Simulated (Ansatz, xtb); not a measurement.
# Two isomers of C3H10ClFSi2

We compare I, `C[C@@H]([SiH3])[Si@@H](F)CCl`, a singlet, with II, `C[C@@H]([SiH2]F)[SiH2]CCl`, a singlet. Both are isolated molecules in the gas phase, relaxed with B3LYP/def2-SVP; each stands in its lowest conformer found.

I (Å):

```xyz
17

C     1.5782    0.8614    0.1521
C     0.4710   -0.1937   -0.0830
C    -1.1894    2.1673   -1.3234
Cl   -0.4118    1.8511   -2.9353
F    -1.8944    0.9107    1.0982
Si    0.4623   -1.5245    1.2801
Si   -1.2324    0.5416   -0.3570
H     2.5624    0.3889    0.3084
H     1.6790    1.5371   -0.7124
H     1.3717    1.4783    1.0424
H     0.6896   -0.7452   -1.0181
H    -0.6806   -2.4652    1.0860
H     1.7380   -2.2993    1.2188
H     0.3545   -0.8979    2.6285
H    -2.1460   -0.4173   -1.0295
H    -0.6021    2.9468   -0.8171
H    -2.1966    2.5654   -1.5133
```

II (Å):

```xyz
17

C    -0.2627    0.3939   -1.9631
C    -0.0356   -0.8681   -1.0958
C    -1.4165   -3.1052    0.5922
Cl   -1.3122   -4.2467   -0.8193
F     1.5589   -1.8781    1.0614
Si    1.5538   -0.7229   -0.1050
Si   -1.5394   -1.3112   -0.0230
H    -1.1396    0.2784   -2.6203
H     0.6009    0.6095   -2.6159
H    -0.4336    1.2914   -1.3452
H     0.0912   -1.7473   -1.7556
H     2.7604   -0.9403   -0.9505
H     1.6401    0.5964    0.5803
H    -2.7879   -1.1505   -0.8247
H    -1.6251   -0.4139    1.1717
H    -2.2937   -3.3994    1.1863
H    -0.5120   -3.2527    1.1982
```

Estimate which is lower in electronic energy at CCSD(T)/def2-SVP + ΔMP2/def2-TZVPP, and by roughly how much.

The CCSD(T)/def2-SVP + ΔMP2/def2-TZVPP calculation puts structure I lower, by 1.44 kcal/mol.

The same difference at several levels:

```tsv
level	geometry	E(II) − E(I) (kcal/mol)	departure from the last row (kcal/mol)	job, with rough time for the two
GFN2-xTB	GFN2-xTB	−3.33	−4.77	optimisation, 0.3 s
HF/STO-3G	GFN2-xTB	+1.66	+0.22	single point, 0.52 s
r2SCAN-D4/def2-SVP	GFN2-xTB	+2.29	+0.85	single point, 5 s
B3LYP/def2-SVP	B3LYP/def2-SVP	+1.39	−0.06	optimisation, 85 s
HF/def2-SVP	B3LYP/def2-SVP	+1.16	−0.29	part of the CCSD(T) run
MP2/def2-SVP	B3LYP/def2-SVP	+1.42	−0.03	part of the CCSD(T) run
CCSD(T)/def2-SVP	B3LYP/def2-SVP	+1.46	+0.02	single point
CCSD(T)/def2-SVP + ΔMP2/def2-TZVPP	B3LYP/def2-SVP	+1.44		single point, 1.9 min
```

As drawn, both hold the same kinds of bond in the same numbers.

GFN2-xTB puts the two in the other order. The largest departure from CCSD(T)/def2-SVP + ΔMP2/def2-TZVPP is that of GFN2-xTB, 4.77 kcal/mol. The last row adds to CCSD(T) the change of the MP2 difference between the two basis sets, here −0.02 kcal/mol.

With thermal terms from frequencies at re-optimised GFN2-xTB minima (ideal gas, soft modes damped towards free rotors, one conformer each, 298.15 K, 1 atm): on the last row, ΔE + ΔZPE = +1.69, ΔH = +1.55, ΔG = +1.83 kcal/mol.

The correlated steps freeze 19 core orbitals. Run with Ansatz 0.2.0, xtb 6.7.1; the last row on 4 threads of Arm Neoverse V1 on a shared host.

Moving fluorine from the terminal silicon to the one bearing two carbons lowers the energy modestly, by 1.44 kcal/mol. Since the bond types balance, the preference must come from their surroundings. Carbon is more electronegative than hydrogen, so a silicon with two carbon neighbours is probably the more positive, and binds fluoride-like fluorine more strongly. The chloromethyl group on the same silicon in I may also contribute, through the relative orientation of the C–Cl and Si–F dipoles.

Hartree–Fock already recovers most of the gap, which suggests that electrostatics and polarisation matter more here than differential correlation. GFN2-xTB alone reverses the order, yet r2SCAN-D4 on the GFN2-xTB geometries favours I, so the fault lies mainly in the tight-binding energy, probably its description of the polar silicon environments, and not in the structures. The thermal terms slightly reinforce the preference for I. The energies alone don't separate the effect of the extra carbon neighbour from that of the nearby chlorine.
